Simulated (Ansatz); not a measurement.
**Moving the functional in Cu3O2**

```cif
data_structure
_symmetry_space_group_name_H-M 'I4/mmm'
_symmetry_Int_Tables_number 139
_cell_length_a 4.0460
_cell_length_b 4.0460
_cell_length_c 7.3472
_cell_angle_alpha 90.000
_cell_angle_beta 90.000
_cell_angle_gamma 90.000
_cell_volume 120.27
loop_
_atom_site_label
_atom_site_type_symbol
_atom_site_symmetry_multiplicity
_atom_site_Wyckoff_symbol
_atom_site_fract_x
_atom_site_fract_y
_atom_site_fract_z
_atom_site_occupancy
Cu1 Cu 2 a 0.00000 0.00000 0.00000 1
Cu2 Cu 4 d 0.00000 0.50000 0.25000 1
O1 O 4 c 0.00000 0.50000 0.00000 1
```

The cell comes from a database or a generator and needn't be the stable form of this composition.

Kept alike: task band structure; k mesh 9 × 9 × 9; occupations fermi-dirac, width 0.05 eV; no spin polarisation. Program: Ansatz, all-electron LAPW, scalar-relativistic. The mesh is that of the run's cell of 5 atoms. No spin-orbit coupling.

| run | pressure (GPa) |
| --- | --- |
| A | -6.18 |
| B | -11.64 |
| C | 0.73 |

Pressure is positive in compression. For a metal such a mesh leaves the last digits unconverged.

**Question.** The runs differ in the functional alone: LDA; PBE; PBEsol. Which run is which?

**Answer.** Run A is PBEsol; run B is LDA; run C is PBE. The pressure runs from -11.64 (LDA) to 0.73 GPa (PBE). From PBE: LDA -12.37; PBEsol -6.91. A positive pressure means that the functional's own cell is larger than the one given, a negative one that it is smaller.

At this fixed cell LDA pulls inward most strongly, PBEsol about half as much, and PBE is close to balance with a slight push outward. This is the usual order of equilibrium volumes, smallest in LDA and largest in PBE. The cause lies in how exchange and correlation respond to density gradients. Expanding the lattice makes the density between the atoms more inhomogeneous, and the gradient correction in PBE lowers the energy of such a density relative to LDA, which weakens LDA's overbinding. PBEsol has a weaker gradient enhancement of exchange, chosen to suit the slowly varying densities of solids, and so retains part of the LDA contraction.

The small residual pressure of 0.73 GPa suggests that the cell was relaxed with PBE or a similar functional. It is therefore no evidence that PBE describes this oxide best, and the larger tension in PBEsol is no mark against that functional. Being an average over directions, the pressure also leaves open whether a and c would change in proportion on relaxation.
